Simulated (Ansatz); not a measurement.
## Ir: energy along a strain

Ir, P6_3/mmc, a = 2.751 Å, c = 4.462 Å (as given, not relaxed at this level: -12.5 GPa). This isn't the element's structure at ambient conditions. Ansatz: PBEsol, PAW, 420 eV, Γ-centred 18×18×12 mesh on 2 atoms, Gaussian smearing 0.15 eV; no spin polarisation. Cell vectors (Å): 2.751 0.000 0.000; -1.376 2.383 0.000; 0.000 0.000 4.462. The cell is strained by x per cent times the pattern (0 0 0 0 0 1) in the order xx yy zz yz xz xy (engineering shears), with fractional coordinates held. y is the free energy over the start, V0 = 14.627 Å³/atom. Symmetry makes y even in x.

| x (%) | y (meV/atom) |
| --- | --- |
| -2.00 | ? |
| -1.00 | 0.86 |
| 0.00 | 0.00 |
| 0.25 | 0.05 |
| 0.50 | 0.22 |
| 0.75 | 0.48 |
| 1.25 | 1.34 |
| 1.50 | 1.93 |
| 1.75 | 2.63 |

Question: Fit y = c2 x² + c4 x⁴ to the other rows, get the stiffness along the pattern, and predict the missing energy.

Answer: Least squares on the rows shown. y = 0.8576 x² + 0.0003058 x⁴. The clamped-ion stiffness p·C·p = 2 × 8.576 eV × 160.2 / 14.627 Å³ = 188 GPa, which is C66 in these axes (second derivative at the start, which stands under stress). At x = -2.00 the fit asked for gives 3.44 meV/atom. The run gave 3.44 meV/atom, the same to the digits shown.

Spin–orbit coupling is left out, which can shift energies with elements as heavy as these.

The energy rises almost purely quadratically, so this basal shear stays in the harmonic regime throughout the sampled range. The quartic contribution is smaller than the rounding of the tabulated energies, so neither its size nor its sign says anything reliable about anharmonicity. The successful prediction at -2.00 % therefore mainly confirms the curvature.

A stiffness of 188 GPa is large for a shear of a close-packed metal and fits the strong, partly directional 5d bonding of iridium. The shear changes the lengths and angles of neighbouring bonds at nearly constant volume, disturbing the d-orbital overlap that supplies much of the cohesion. Because the cell is under tension, that overlap is probably weaker than at the equilibrium volume, and the stiffness correspondingly lower.

Hexagonal symmetry allows this shear to drive the two sublattices against each other within the basal plane, so internal relaxation could only lower the curvature. The positive curvature shows resistance to this one homogeneous distortion, not stability against other strains, phonons or transformation to the fcc structure.
